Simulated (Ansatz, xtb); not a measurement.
# Relative energy of two isomers of BFGeH6Si

Structure a: `[BH2][GeH2][SiH2]F`, a singlet. Structure b: `B[Si@@H](F)[GeH3]`, a singlet. Both are isolated molecules in the gas phase, relaxed with r2SCAN-D4/def2-SVP; the shapes shown needn't be the lowest conformers.

a (Å):

```xyz
10

B    -0.6723   -0.9434   -3.1613
F     0.2453    0.1794    1.5962
Ge    0.4691   -0.9778   -1.4729
Si   -0.6743    0.2214    0.2476
H    -0.5731   -0.0360   -3.9500
H    -1.5067   -1.7928   -3.3547
H     1.8322   -0.2790   -1.6232
H     0.7047   -2.3880   -0.9034
H    -0.8785    1.6511   -0.1254
H    -1.9902   -0.4032    0.5687
```

b (Å):

```
atom    x (Å)    y (Å)    z (Å)
   B  -1.0950   0.9284  -0.7728
   F   0.1576  -1.7353   0.0497
  Ge  -3.0266  -1.9710  -0.7052
  Si  -0.8489  -1.0209  -1.0292
   H  -1.7182   1.5373  -1.6112
   H  -0.7539   1.5159   0.2239
   H  -0.3790  -1.4035  -2.3967
   H  -2.9165  -3.5032  -0.6695
   H  -3.6513  -1.4999   0.6172
   H  -3.9614  -1.5646  -1.8553
```

Quicker runs give these differences E(b) − E(a): GFN2-xTB +5.9 kcal/mol; HF/STO-3G +3.7 kcal/mol (at GFN2-xTB geometries); r2SCAN-D4/def2-SVP//GFN2-xTB +2.3 kcal/mol.

Task: Estimate E(b) − E(a) at the level CCSD(T)/def2-SVP + ΔMP2/def2-TZVPP.

Result: Calculated at CCSD(T)/def2-SVP + ΔMP2/def2-TZVPP: E(b) − E(a) = +3.0 kcal/mol, so structure a lies lower.

How the difference moves with the method:

| level | geometry | E(b) − E(a) (kcal/mol) | departure from the last row (kcal/mol) | job, with rough time for the two |
| --- | --- | --- | --- | --- |
| GFN2-xTB | GFN2-xTB | +5.9 | +2.9 | optimisation, 0.14 s |
| HF/STO-3G | GFN2-xTB | +3.7 | +0.6 | single point, 0.4 s |
| r2SCAN-D4/def2-SVP//GFN2-xTB | GFN2-xTB | +2.3 | −0.7 | single point, 4.4 s |
| r2SCAN-D4/def2-SVP | r2SCAN-D4/def2-SVP | +1.2 | −1.9 | optimisation, 78 s |
| HF/def2-SVP | r2SCAN-D4/def2-SVP | +2.0 | −1.1 | part of the CCSD(T) run |
| MP2/def2-SVP | r2SCAN-D4/def2-SVP | +2.5 | −0.6 | part of the CCSD(T) run |
| CCSD(T)/def2-SVP | r2SCAN-D4/def2-SVP | +1.8 | −1.2 | single point |
| CCSD(T)/def2-SVP + ΔMP2/def2-TZVPP | r2SCAN-D4/def2-SVP | +3.0 |  | single point, 34 s |

As drawn, b has 1 B–Si, 1 Ge–H in place of 1 B–Ge, 1 Si–H.

None of the levels shown reverses the order. The largest departure from CCSD(T)/def2-SVP + ΔMP2/def2-TZVPP is that of GFN2-xTB, 2.9 kcal/mol. The last row adds to CCSD(T) the change of the MP2 difference between the two basis sets, here +1.2 kcal/mol.

With harmonic frequencies from r2SCAN-D4/def2-SVP (ideal gas, rigid rotor, one conformer each, 298.15 K, 1 atm): on the last row, ΔE + ΔZPE = +2.5 kcal/mol. A mode under 50 cm⁻¹ makes harmonic enthalpies and free energies unreliable, so none is given.

The correlated steps freeze 16 core orbitals; the filled d shell of Ge is correlated, in a basis made for valence electrons. Run with Ansatz 0.2.0, xtb 6.7.1; the last row on 2 threads of Arm Neoverse V2 on a shared host.

Structure a is modestly favoured, and zero-point energy narrows the gap without closing it. The strong Si–F bond and the Si–Ge link are present in both isomers, so the balance rests on exchanging B–Ge and Si–H for B–Si and Ge–H. Hydrogen binds more strongly to silicon than to germanium, whose more diffuse valence orbitals overlap less well with H 1s. This favours a, while the stronger bond expected between boron and silicon probably offsets much of the gain. The softer Ge–H vibrations also fit the zero-point shift towards b.

Because the bonding is so similar, most of the correlation energy cancels: in the small basis, HF and CCSD(T) give +2.0 and +1.8 kcal/mol. Enlarging the basis matters more here than adding correlation. The preference for a does not make it the most stable arrangement of these atoms, since an isomer with fluorine on boron would probably lie well below both, given the great strength of B–F bonds.
